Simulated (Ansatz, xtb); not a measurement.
## GeH4NO+: which of two isomers lies lower

Structure a: `[NH2+]=[Ge-][OH2+]`, a singlet. Structure b: `[NH3+][Ge][OH]`, a singlet. Both are isolated ions in the gas phase, relaxed with PBE0-D3(BJ)/def2-SVP; the shapes shown needn't be the lowest conformers.

a (Å):

```xyz
7

Ge    0.6156    0.1174   -1.0388
N     0.2778   -1.2952   -0.0065
O    -0.9010   -0.4346   -2.3608
H    -1.5109   -1.1898   -2.3371
H    -1.0967    0.0961   -3.1496
H    -0.4121   -2.0381   -0.1037
H     0.8364   -1.4374    0.8363
```

b (Å):

```xyz
7

Ge    1.0381   -1.0712   -1.5833
N    -1.0762   -1.1440   -1.7780
O     0.6948   -0.3481   -0.0246
H    -1.4517   -2.0935   -1.8832
H    -1.4397   -0.6002   -2.5691
H    -1.4654   -0.7440   -0.9147
H     1.4118   -0.0795    0.5701
```

Quicker runs give these differences E(b) − E(a): GFN2-xTB −15.5 kcal/mol; HF/STO-3G −1.7 kcal/mol (at GFN2-xTB geometries); r2SCAN-D4/def2-SVP −8.4 kcal/mol (at GFN2-xTB geometries).

Q: Estimate E(b) − E(a) at the level CCSD(T)/def2-TZVP.

A: Calculated at CCSD(T)/def2-TZVP: E(b) − E(a) = −15.9 kcal/mol, so structure b lies lower.

The same difference at several levels:

```csv
level,geometry,E(b) − E(a) (kcal/mol),departure from the last row (kcal/mol),"job, with rough time for the two"
GFN2-xTB,GFN2-xTB,−15.5,+0.4,"optimisation, 0.85 s"
HF/STO-3G,GFN2-xTB,−1.7,+14.2,"single point, 1.4 s"
r2SCAN-D4/def2-SVP,GFN2-xTB,−8.4,+7.5,"single point, 6.6 s"
PBE0-D3(BJ)/def2-SVP,PBE0-D3(BJ)/def2-SVP,−14.4,+1.5,"optimisation, 2.2 min"
HF/def2-TZVP,PBE0-D3(BJ)/def2-SVP,−14.3,+1.6,part of the CCSD(T) run
MP2/def2-TZVP,PBE0-D3(BJ)/def2-SVP,−15.8,+0.2,part of the CCSD(T) run
CCSD(T)/def2-TZVP,PBE0-D3(BJ)/def2-SVP,−15.9,,"single point, 1.8 min"
```

As drawn, b has 1 Ge–N, 1 N–H in place of 1 Ge=N, 1 O–H.

The levels shown agree on the order. The largest departure from CCSD(T)/def2-TZVP is that of HF/STO-3G, 14.2 kcal/mol.

With harmonic frequencies from PBE0-D3(BJ)/def2-SVP (ideal gas, rigid rotor, one conformer each, 298.15 K, 1 atm): the zero-point term adds +1.6 kcal/mol; ΔH is −14.8 and ΔG −14.0 kcal/mol.

The correlated steps freeze 11 core orbitals; the filled d shell of Ge is correlated, in a basis made for valence electrons. Codes used: Ansatz 0.2.0, xtb 6.7.1; the last row on 1 thread of Intel(R) Xeon(R) Processor @ 2.50GHz (Skylake/Cascade Lake) on a shared host.

Structure b lies clearly below a, and the thermal terms only trim the gap. The drawn bond count misses the main reason. The geometries show a as an amidogermanium(II) cation carrying a datively bound water, and b as a hydroxogermanium(II) cation carrying ammonia. Going from a to b therefore amounts to moving a proton from water to the amide. This is favourable because amide is the stronger base, ammonia is a better σ donor than water, and germanium forms a strong, polar bond to hydroxide. Together these outweigh the loss of the short Ge–N bond, in which the nitrogen lone pair donates into an empty germanium p orbital.

Hartree–Fock in the larger basis already gives −14.3 kcal/mol, so the preference is not mainly a correlation effect. The much smaller gap with STO-3G probably reflects the minimal basis, which describes polar bonds and lone-pair donation poorly, though the different geometries may contribute. The energies don't show how readily a would convert to b, since no proton-transfer barrier was computed.
